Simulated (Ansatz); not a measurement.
## A series in volume per atom on HfN

Results calculated with Ansatz 0.2.0, not measured. Plane-wave density functional theory, PAW datasets, Gaussian smearing 0.05 eV: one cell in which all forces lie under 0.002 eV/angstrom; stress (xx yy zz yz xz xy) and pressure positive in compression; site moments are of spin alone; formation energy from the elements run alike, uncorrected.

Cell of the first row (space group Fm-3m, No. 225):
```
CELL_PARAMETERS angstrom
0.00000 2.23180 2.23180
2.23180 0.00000 2.23180
2.23180 2.23180 0.00000
ATOMIC_POSITIONS crystal
Hf 0.50000 0.50000 0.50000
N 0.00000 0.00000 0.00000
```

Settings of every row: paw set soft_2; functional r2SCAN; spin treatment none; moment partition spheres; spin axis none; wave cutoff 500 eV; k mesh 12x12x12; SCF start atoms; lower state search light; symmetry use detected.

Atom first moment, atom hubbard u: 0 on all atoms.

Limits: formation energy without spin-orbit coupling on heavy elements.

```
row  volume per atom (Å³)  formation energy (eV per atom)  pressure (GPa)  energy above relaxed cell (meV per atom)
  1                11.117                         -1.8661           12.56                                     17.53
  2                11.348                         -1.8794            5.96                                      4.23
  3                11.424                         -1.8817            3.95                                      1.91
  4                 11.58                               ?               ?                                         ?
  5                11.768                          -1.881           -4.39                                      2.62
  6                11.811                         -1.8797           -5.35                                      3.93
  7                12.043                         -1.8684          -10.18                                     15.22
  8                 12.39                         -1.8392          -16.54                                     44.38
```

Question: what formation energy and pressure should row 4 give?

Worked fit of formation energy. Take u = (V_r/V)^(2/3) − 1 with V_r = 11.768 Å³ an atom, which is twice the finite (Eulerian) strain; such expansions in the strain, on which the Birch-Murnaghan equation of state is built, carry the rest volume and the bulk modulus. The shown rows have u = 0.03867, 0.02452, 0.01998, 0, -0.00243, -0.01528, -0.03375. Least squares give formation energy = −1.88101 − 0.4823 × u + 22.429 × u² eV per atom; a straight line predicts inner rows, each left out in turn, worse (root mean square 0.0096 against 3e-05 eV per atom). All shown rows lie on it to the printed digit. The withheld row has u = 0.01079, so the fit gives −1.88101 − 0.4823 × (0.01079) + 22.429 × (0.01079)² = -1.8836 eV per atom.

The calculation gave -1.8836 eV per atom. The fit meets it to the printed digit.

Worked fit of pressure. Take u = (V_r/V)^(2/3) − 1 with V_r = 11.768 Å³ an atom, which is twice the finite (Eulerian) strain; such expansions in the strain, on which the Birch-Murnaghan equation of state is built, carry the rest volume and the bulk modulus. The shown rows have u = 0.03867, 0.02452, 0.01998, 0, -0.00243, -0.01528, -0.03375. Least squares give pressure = −4.391 + 395.31 × u + 1078 × u² + 900 × u³ GPa; a parabola predicts inner rows, each left out in turn, worse (root mean square 0.013 against 0.0066 GPa). The rows lie off it by 0.00, 0.00, 0.01, 0.00, 0.00, 0.00, 0.00. The pressure vanishes at u = 0.0108, or V = 11.58 Å³ an atom, and there the bulk modulus at fixed shape and fractions is B = −V dP/dV = (2/3)(1 + u) dP/du = 282 GPa. The withheld row has u = 0.01079, so the fit gives −4.391 + 395.31 × (0.01079) + 1078 × (0.01079)² + 900 × (0.01079)³ = 0.00 GPa.

The calculation gave 0.01 GPa. The fit lies 0.01 GPa (120 % of the value, 0.034 % of the column's range) below it, one unit of the last digit.

The other values of row 4: energy above relaxed cell 0 meV per atom.
